**Q:** This TiRh crystal is stretched along one axis while its volume stays fixed. How much energy is at stake, and which shape does it prefer?

TiRh in the CuAu (L1_0) structure, stretched or flattened along c at a fixed 14.95 Å³ an atom from an unrelaxed cell with a = 2.988, c = 3.350 Å. Ansatz 0.2.0, plane-wave PAW, scalar-relativistic PBEsol, no spin polarisation, cutoff 420 eV, k mesh 18×18×16, Gaussian smearing 0.15 eV. Energies are free energies relative to the starting cell; pressure is positive in compression.

```tsv
axial ratio (over its starting value)	energy change (meV/atom)	pressure (GPa)
0.85	12.9	-6.25
0.92	15.0	-6.22
0.96	7.1	-6.46
1	0.0	-6.69
1.05	-1.2	-6.91
1.1	13.0	-6.97
1.2	82.2	-6.90
```

**A:** Moderate changes of shape cost of the order of 10 meV an atom, and the strongest stretch costs 82.2. The axial ratio is $c/a$ divided by its value in the starting cell, 1.12, where $c$ is the edge along the axis and $a$ the edge across it. The energy change is counted from that same cell. The row at 1.05 is the lowest, slightly below the start, so a ratio of 1 marks where the scan began and not the equilibrium shape.

**Q:** Going down from 1, the energy climbs to 15.0 meV at 0.92 and then falls to 12.9 at 0.85. Is that last point faulty?

**A:** No, it lies on the other side of a special shape. At a ratio of 0.892 the edges $a$ and $c$ become equal, and the crystal is cubic, with the CsCl structure. The row at 0.92 is still slightly elongated, with $c/a = 1.03$, while the row at 0.85 is already flattened, with $c/a = 0.95$. The energy passes over a hump between them.

**Q:** Does symmetry demand a hump at the cubic shape?

**A:** It demands a flat spot. In a cubic crystal the three axes are alike, so the tension along $c$ equals the tension along $a$, and a small stretch at fixed volume costs no energy to first order. Whether the flat spot is a top or a bottom depends on the material. In NiAl, which is stable in this cubic structure, the same path would have a bottom there.

For TiRh the stresses from the same calculation point to a top. At 0.85 the tension along the axis is about 1.9 GPa larger than across it, so the cell wants to become flatter still. At 0.92 it is 2.2 GPa smaller, so the cell wants to become longer. Both cells are driven away from cubic, as they would be on the two sides of a hump. Only finer structure between these rows could change that reading.

**Q:** Can you tell how high the hump is, although no row sits on it?

**A:** Yes, from the work done by the stress. When $\ln(c/a)$ grows by a small amount $\delta$ at fixed volume, $c$ lengthens by the fraction $2\delta/3$ and each of the two edges $a$ shortens by $\delta/3$. With $V$ the volume per atom and $t_c$ and $t_a$ the tensions along and across the axis, the energy slope is

$$\frac{dE}{d\ln(c/a)}=\frac{2}{3}\,V\,(t_c-t_a).$$

At 0.92 this gives $\tfrac{2}{3}\times 14.95\ \text{Å}^3\times(-2.2\ \text{GPa})$, or about −0.137 eV an atom, since 1 eV/Å³ is 160.2 GPa. The slope is zero at cubic, which lies $\ln(0.92/0.892)=0.031$ away. If it changes evenly in between, the energy rises by half of $137\times0.031$, about 2 meV. The top is then near 17 meV; the same reasoning from the row at 0.85 gives 16.

The slope also vanishes between the rows at 1 and 1.05. Drawing a straight line between their stresses puts the minimum at $c/a\approx1.15$, some 2 to 3 meV below the starting cell. Cubic TiRh therefore lies a little under 20 meV an atom above the best elongated shape at this volume. That is small enough for lattice vibrations, which are absent here, to matter at high temperature.

**Q:** How far do you trust this estimate?

**A:** To 1 or 2 meV as an interpolation between these runs. That leaves out the error of the runs themselves: convergence with k mesh and cutoff was not shown, and the PAW datasets were made for PBE, not PBEsol. On the steep last stretch, from 1.1 to 1.2, the stresses give 68.6 meV and the energies 69.2. The relative error is largest where the path crosses a top or a bottom, because rising and falling parts nearly cancel. From 0.85 to 0.92 the stress estimate gives a net rise of 0.8 meV, while the computed rise is 2.1.

**Q:** Why does TiRh avoid the cubic shape? Are the Ti–Rh bonds too long there?

**A:** They are at their shortest there. Each atom has eight unlike neighbours, and at fixed volume their distance is smallest when $a=c$. All rows are under tension, so if the energy depended only on the length of these bonds, the crystal would welcome shorter ones and cubic would be a minimum. The calculation finds the opposite, so bond length alone cannot explain the preferred shape.

One candidate is electronic. In the cubic crystal, symmetry makes some electron states equal in energy. If they lie near the highest filled level, a distortion can split them, and electrons gain energy by filling the lowered ones. This is a band Jahn–Teller effect; it is a plausible cause here, but these energies and stresses cannot confirm it. Comparing the electronic bands of the cubic crystal with those of a distorted one would test it.

**Q:** The cell at 0.85 wants to flatten further. Is there a second stable phase down there?

**A:** There should be another minimum along this path, because strong flattening must eventually cost energy. It need not be a stable phase. A cubic crystal can elongate along any of its three axes, and a cell flattened along $z$ lies midway between one elongated along $x$ and one elongated along $y$. What looks like a valley on our path may therefore be a pass between two deeper valleys. Letting the two edges across the axis become unequal would test this. A stable phase would also have to withstand shears and displacements of its atoms.

**Q:** What would change with a better volume, and which digits should I keep?

**A:** The pressure is positive in compression, so values of −6 to −7 GPa mean that the cell is too large for PBEsol at these settings. A smaller cell would favour the shapes under the greatest tension. For the first per cent of volume removed, the row at 0.92 would rise by about 0.6 meV relative to the row at 1.05, from a difference of 16.2 meV. The preference for the elongated shape would thus grow slightly.

As for digits, keep whole meV and treat the last one with care. Removing the effect of the electronic smearing lowers the row at 1.05 from −1.2 to −2.0 meV. It also reverses the order of the rows at 0.85 and 1.1, which differ by only 0.1 meV in the table, so those two should be called equal. The fall in energy from 0.92 to 0.85 survives this correction, and the stresses from the same runs also point to a hump between them.
